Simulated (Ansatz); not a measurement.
# C2H5Ga: structure from calculated spectroscopic constants

These gas-phase data were calculated for one isomer of C2H5Ga at PBE0-D4/def2-TZVP (harmonic, unscaled wavenumbers; equilibrium rotational constants with average atomic masses):

* rotational constants: 38.13, 3.999, 3.619 GHz
* all wavenumbers above 1500 cm⁻¹: 3194, 3141, 3112, 1971, 1960, 1647
* dipole moment: 0.81 D (PBE0/def2-TZVPD)

Candidates:

(1) `C[CH2][Ga]`, a singlet
(2) `C=[CH][GaH2]`, a singlet

**Question.** Assign the data to one candidate and say why.

**Answer.** Candidate (2). The band at 1971 cm⁻¹ lies where the Ga–H stretch is expected; (1) has no mode between 1700 and 2150 cm⁻¹.

The same quantities for all candidates:

```
     rotational constants (GHz)         wavenumbers above 1500 cm⁻¹  dipole (D)  E above the lowest, PBE0-D4/def2-TZVP (kcal/mol)
(1)         29.78, 3.607, 3.349  3087, 3079, 3048, 3021, 3005, 1504        0.61                                               0.0
(2)         38.13, 3.999, 3.619  3194, 3141, 3112, 1971, 1960, 1647        0.81                                              18.2
```

Each candidate is one conformer. Programs: Ansatz 0.2.0.

The whole pattern supports vinylgallane, not just the one band. The close pair at 1971 and 1960 cm⁻¹ fits the symmetric and antisymmetric stretches of a GaH₂ group, weakly coupled through the heavy metal atom. The mode at 1647 cm⁻¹ is the C=C stretch, and the three highest modes are vinyl C–H stretches, stiffened by the greater carbon s character. Ethylgallium instead has five C–H stretches typical of saturated carbon.

The rotational constants add independent evidence: the moments of inertia they imply are those of an essentially planar molecule, as expected for trigonal gallium(III) coplanar with the vinyl group. This arrangement allows π donation into the empty gallium 4p orbital, though planarity alone does not measure its strength.

The assigned isomer is the less stable of the two. The preference for ethylgallium probably reflects the gallium(I) 4s lone pair and the replacement of relatively weak Ga–H bonds by strong C–H bonds, which together outweigh the loss of the C=C π bond.
